# Keating phonons of diamond at Γ and X from a four-plane ring

## 1. Energy and conventions

Diamond structure, cubic lattice constant $a$, atomic mass $M$, bond length $d$ with $d^2=3a^2/16$. An A atom has bonds $(a/4)\mathbf e_j$ with

$$\mathbf e_1=(1,1,1),\quad \mathbf e_2=(1,-1,-1),\quad \mathbf e_3=(-1,1,-1),\quad \mathbf e_4=(-1,-1,1),$$

and a B atom has bonds $-(a/4)\mathbf e_j$. The energy of Keating (1966) is

$$E=\frac{3\alpha}{8d^2}\sum_{\rm bonds}\left(r_j^2-d^2\right)^2+\frac{3\beta}{8d^2}\sum_{\rm angles}\left(\mathbf r_j\cdot\mathbf r_k+\frac{d^2}{3}\right)^2 .\tag{1}$$

Each bond is counted once, and each pair $j<k$ of bonds at an atom once: 4 bonds and 12 angles per primitive cell of volume $a^3/4$.

Both brackets vanish in the perfect crystal, so the harmonic energy is the square of their linear parts. With $\boldsymbol\Delta_j$ the displacement of neighbour $j$ minus that of the central atom,

$$E_{\rm bond}=\frac{\alpha}{2}\,(\mathbf e_j\cdot\boldsymbol\Delta_j)^2,\qquad E_{\rm angle}=\frac{\beta}{8}\,(\mathbf e_j\cdot\boldsymbol\Delta_k+\mathbf e_k\cdot\boldsymbol\Delta_j)^2 .\tag{2}$$

The reversed bonds at B change only the overall sign inside the squares.

**Diagonal strains.** They cause no sublattice shift, so $\boldsymbol\Delta_j=(a/4)\,\varepsilon\,\mathbf e_j$.

- $\varepsilon_{xx}=\epsilon$: bonds give $\alpha a^2\epsilon^2/8$, angles $3\beta a^2\epsilon^2/8$ per cell. Equate the energy density to $C_{11}\epsilon^2/2$.
- $\varepsilon_{xx}=-\varepsilon_{yy}=\epsilon$: no bond changes length in first order. Eight angles give $\beta a^2\epsilon^2/8$ each, four give zero. Equate to $(C_{11}-C_{12})\epsilon^2$.

$$aC_{11}=\alpha+3\beta,\qquad a(C_{11}-C_{12})=4\beta,\qquad aC_{12}=\alpha-\beta .\tag{3}$$

## 2. Reduction to (001) planes

For $\mathbf q\parallel[001]$ every atomic plane $z_n=na/4$ moves rigidly by $\mathbf u_n$. Even $n$ is A, odd $n$ is B. Energies are per atom of a plane. Take axes $\hat p=(1,1,0)/\sqrt2$, $\hat m=(1,-1,0)/\sqrt2$, $\hat z$. Then $\mathbf e_{1,4}=\pm\sqrt2\,\hat p+\hat z$ point up and $\mathbf e_{2,3}=\pm\sqrt2\,\hat m-\hat z$ point down. With $\mathbf U=\mathbf u_{n+1}-\mathbf u_n$ and $\mathbf D=\mathbf u_{n-1}-\mathbf u_n$, eq. (2) gives:

- four bonds of an A atom: $\alpha\,(2U_p^2+U_z^2)+\alpha\,(2D_m^2+D_z^2)$;
- six angles at A: $\beta\left[\tfrac12U_z^2+\tfrac12D_z^2+U_m^2+D_p^2+\tfrac12(U_z-D_z)^2\right]$;
- six angles at B: the same with $p\leftrightarrow m$.

Cross terms between $p$, $m$ and $z$ cancel in the sums over signs. Collect terms by gap, with $\boldsymbol\delta$ the relative displacement across the gap and energy $\tfrac12K\delta^2$.

| polarisation | gap above A | gap above B | second planes |
|---|---|---|---|
| $p$ | $K_1=4\alpha$ | $K_2=4\beta$ | 0 |
| $m$ | $4\beta$ | $4\alpha$ | 0 |
| $z$ | $k=2(\alpha+\beta)$ | $k=2(\alpha+\beta)$ | $\beta$ |

The second-plane entry follows from $U_z-D_z=u_{n+1,z}-u_{n-1,z}$. Sliding a plane along the projection of its bonds stretches them. Sliding across the projection only bends. The $m$ chain is the $p$ chain shifted by one plane, so transverse modes are doubly degenerate.

## 3. The smallest model

Close four planes into a ring, $\mathbf u_{n+4}=\mathbf u_n$. The period is $a$, so the ring admits $q=0$ and $q=2\pi/a$: Γ and X, nothing else. Its 12 modes are the 6 at Γ and the 6 at X, exactly. Equations of motion: $M\omega^2u=\Phi u$.

Transverse, $p$ polarisation:

$$\Phi_p=\begin{pmatrix}K_1+K_2&-K_1&0&-K_2\\-K_1&K_1+K_2&-K_2&0\\0&-K_2&K_1+K_2&-K_1\\-K_2&0&-K_1&K_1+K_2\end{pmatrix}\tag{4}$$

Longitudinal (planes $n+2$ and $n-2$ coincide in the ring, hence $-2\beta$):

$$\Phi_z=\begin{pmatrix}2k+2\beta&-k&-2\beta&-k\\-k&2k+2\beta&-k&-2\beta\\-2\beta&-k&2k+2\beta&-k\\-k&-2\beta&-k&2k+2\beta\end{pmatrix}\tag{5}$$

| mode | pattern $(u_0,u_1,u_2,u_3)$ | $M\omega^2$ | degeneracy |
|---|---|---|---|
| acoustic, Γ | $(1,1,1,1)$ | $0$ | 3 |
| optical, Γ | $(1,-1,1,-1)$ | $2(K_1+K_2)=4k=8(\alpha+\beta)$ | 3 |
| TO(X) | $p$: $(1,-1,-1,1)$ | $2K_1=8\alpha$ | 2 |
| TA(X) | $p$: $(1,1,-1,-1)$ | $2K_2=8\beta$ | 2 |
| LA(X), LO(X) | $z$: $(1,0,-1,0)$, $(0,1,0,-1)$ | $2k+4\beta=4\alpha+8\beta$ | 2 |

Labels assume $\alpha>\beta$. In TA(X) the planes joined by a stiff gap move together and no bond changes length. The strain $\varepsilon_{xx}=-\varepsilon_{yy}$ is also pure bending. One constant fixes both, and with eq. (3)

$$M\omega_{\rm TA}^2({\rm X})=8\beta=2a\,(C_{11}-C_{12}),\qquad M\omega_\Gamma^2=4a\,(C_{11}+C_{12}).\tag{6}$$

The longitudinal pair lies above TO(X) if $4\alpha+8\beta>8\alpha$, that is $\beta>\alpha/2$.

## 4. The full branch along [001]

Open the ring. Put $u_n\propto e^{in\theta}$ with separate A and B amplitudes, $\theta=qa/4$, X at $\theta=\pi/2$.

$$M\omega_T^2=K_1+K_2\pm\sqrt{K_1^2+K_2^2+2K_1K_2\cos2\theta},\tag{7}$$

$$M\omega_L^2=2k\,(1-\cos\theta)+2\beta\,(1-\cos2\theta).\tag{8}$$

Eq. (8) is the LA branch, and $\theta\to\pi-\theta$ gives LO. At $\theta=0$ and $\pi/2$ both equations return the ring values. With density $8M/a^3$, a sound wave governed by the constant $C$ obeys $M\omega^2=2aC\theta^2$. Eq. (8) gives $aC_{11}=\alpha+3\beta$, as in eq. (3). Eq. (7) gives two springs in series, sublattice relaxation included:

$$aC_{44}=\frac{K_1K_2}{K_1+K_2}=\frac{4\alpha\beta}{\alpha+\beta},\qquad C_{44}=\frac{(C_{11}-C_{12})(C_{11}+3C_{12})}{2(C_{11}+C_{12})}.\tag{9}$$

Measure flatness by the ratio $f$ of $\omega_{\rm TA}({\rm X})$ to the sound line continued to X, where $M\omega^2=\pi^2aC_{44}/2$:

$$f=\frac{2}{\pi}\sqrt{1+\beta/\alpha}\;>\;\frac{2}{\pi}=0.64 .\tag{10}$$

No positive $\alpha$, $\beta$ makes the branch flatter than this.

## 5. Numbers for diamond

Inputs: $a=3.567$ Å (typical value), $M=12.011$ u, and the compiled 300 K values $C_{11}=1079$ GPa, $C_{12}=124$ GPa (Ioffe Institute). Units: $1\ {\rm GPa\,Å}=6.24\times10^{-3}$ eV/Å$^2$, and $(\hbar\omega)^2=(\hbar^2/M)(M\omega^2)$ with $\hbar^2/M=0.3480$ meV Å$^2$. Inverting eq. (3):

$$\alpha=\tfrac{a}{4}(C_{11}+3C_{12})=8.076\ {\rm eV/Å^2},\qquad \beta=\tfrac{a}{4}(C_{11}-C_{12})=5.315\ {\rm eV/Å^2},$$

so $\beta/\alpha=0.658$, $K_1=32.3$ and $K_2=21.3$ eV/Å$^2$. The model's frequencies:

| mode | $M\omega^2$ (eV/Å$^2$) | $\hbar\omega$ (meV) | cm$^{-1}$ |
|---|---|---|---|
| optical, Γ | 107.1 | 193 | 1557 |
| LA, LO(X) | 74.8 | 161 | 1302 |
| TO(X) | 64.6 | 150 | 1209 |
| TA(X) | 42.5 | 122 | 981 |

TA(X) corresponds to $\hbar\omega/k_B=1412$ K, and $f=0.82$. Since $\beta>\alpha/2$, the longitudinal pair lies above TO(X).

Two quantities were not fitted and can be tested.

- $C_{44}$: eq. (9) gives 576 GPa, the compiled value is 578 GPa (Ioffe Institute, 300 K). The error is $-0.4$ per cent.
- Γ optical mode: 1557 cm$^{-1}$ against the compiled 1332 cm$^{-1}$, or 165 meV (arXiv:cond-mat/0412643, temperature not stated). The error is $+17$ per cent. Anharmonic and zero-point shifts, typically one or two per cent for this mode, cannot close it.

A good third elastic constant does not imply good phonons.

## 6. What any short-range model can do

Drop eq. (1) and keep the symmetry. The mirrors $(110)$ and $(1\bar10)$ map each plane onto itself, so interplanar constants stay diagonal in $p,m,z$. First neighbours connect adjacent planes. Second neighbours $(a/2)(1,0,1)$ connect planes $n$ and $n\pm2$ or lie in one plane. Third planes are first reached by third neighbours such as $(a/4)(1,1,-3)$. Take free $K_1>K_2$, a second-plane constant $J$ (equal for A and B by inversion at a bond centre), and one third-plane constant $L$ from each A plane $n$ to plane $n-3$. With $S=K_1+K_2+L$,

$$M\omega_T^2=S+2J\,(1-\cos2\theta)\pm\left|K_1e^{i\theta}+K_2e^{-i\theta}+Le^{-3i\theta}\right| .\tag{11}$$

Evaluate at $\theta=0$ and $\pi/2$ (for $K_1+L>K_2$), and expand the lower root to order $\theta^2$:

$$M\omega_\Gamma^2=2S,\qquad M\omega_{\rm TA}^2({\rm X})=2K_2+4J,\qquad aC_{44}=\frac{K_1K_2+4LK_1+LK_2}{S}+2J,\tag{12}$$

$$M\omega_{\rm TA}^2({\rm X})-2aC_{44}=\frac{2\,(K_2^2-4LK_1)}{S}.\tag{13}$$

$J$ drops out of eq. (13). Three consequences.

**(a) Adjacent planes only** ($J=L=0$, the Keating case). Since $K_1K_2\le S^2/4$, one has $M\omega_\Gamma^2\ge8aC_{44}$. For diamond with the compiled $C_{44}$, $aC_{44}=12.87$ eV/Å$^2$, and the bound is 189 meV or 1527 cm$^{-1}$. The compiled 1332 cm$^{-1}$ means $M\omega_\Gamma^2=78.4$ eV/Å$^2$ and violates it. No refit of $\alpha$ and $\beta$ can give both $C_{44}$ and the Γ mode. With $L=0$ the repair needs $J\ge\tfrac12\left(aC_{44}-M\omega_\Gamma^2/8\right)=1.54$ eV/Å$^2$, where Keating has $J=0$.

**(b) Force constants up to second neighbours** ($L=0$, any $J$). $S>0$ because $\omega_\Gamma^2>0$, so

$$M\omega_{\rm TA}^2({\rm X})\ge2aC_{44},\qquad f\ge2/\pi .\tag{14}$$

For diamond this floor is 95 meV. A crystal whose TA(X) lies below the floor has harmonic force constants beyond the second shell.

**(c) Third planes.** A positive $L$ stiffens $C_{44}$ and leaves TA(X) alone. The floor is broken when $L>K_2^2/4K_1$. At the Keating values the threshold is $\beta^2/\alpha$, or $L/K_1>(\beta/2\alpha)^2$.

## 7. Diamond beside silicon

Silicon inputs, all typical: $a=5.431$ Å, $C_{11}=166$, $C_{12}=64$, $C_{44}=80$ GPa, with $M=28.086$ u. All entries are the model's.

| | C | Si |
|---|---|---|
| $\alpha$ (eV/Å$^2$) | 8.076 | 3.03 |
| $\beta$ (eV/Å$^2$) | 5.315 | 0.864 |
| $\beta/\alpha$ | 0.658 | 0.285 |
| TA(X), eq. (6) (meV) | 122 | 32.1 |
| floor, eq. (14) (meV) | 95 | 28.4 |
| $f$, eq. (10) | 0.82 | 0.72 |
| threshold $\beta^2/\alpha$ (eV/Å$^2$) | 3.50 | 0.25 |
| threshold $L/K_1$ (per cent) | 11 | 2.0 |

For silicon the model's TA(X) is 7.8 THz (372 K), the floor is 6.9 THz, and $\beta<\alpha/2$ puts the longitudinal pair below TO(X).

As typical knowledge, not as a measurement: TA(X) of silicon lies near 4.5 THz, about 19 meV, so the model is too high by a factor of about 1.7 and the floor itself by about 1.5, whereas for diamond the model is too high only by a margin similar to the one found at Γ.

**Silicon.** The branch lies under the floor of eq. (14). Neither a refit of $\alpha$ and $\beta$ nor extra valence terms confined to second neighbours can help. Constants to third or farther planes are required. Weber's adiabatic bond-charge model supplies them: eliminating the massless bond charges leaves ion–ion constants of longer range.

**Diamond.** Dividing the model's 122 meV by the factor 1.17 found at Γ gives 104 meV, still above the 95 meV floor. An overshoot of that size does not by itself demand third planes. The provable defect here is (a), the missing transverse coupling beyond adjacent planes.

**Why the two differ.** Eq. (13) sets $K_2^2$ against $4LK_1$. In silicon the soft spring is small, and a third-plane constant of 2.0 per cent of $K_1$ already reaches the floor. In diamond bending is nearly as stiff as stretching, and the same step takes 11 per cent. Third-plane constants of equal size relative to $K_1$ therefore bring the silicon branch under its floor long before the diamond branch.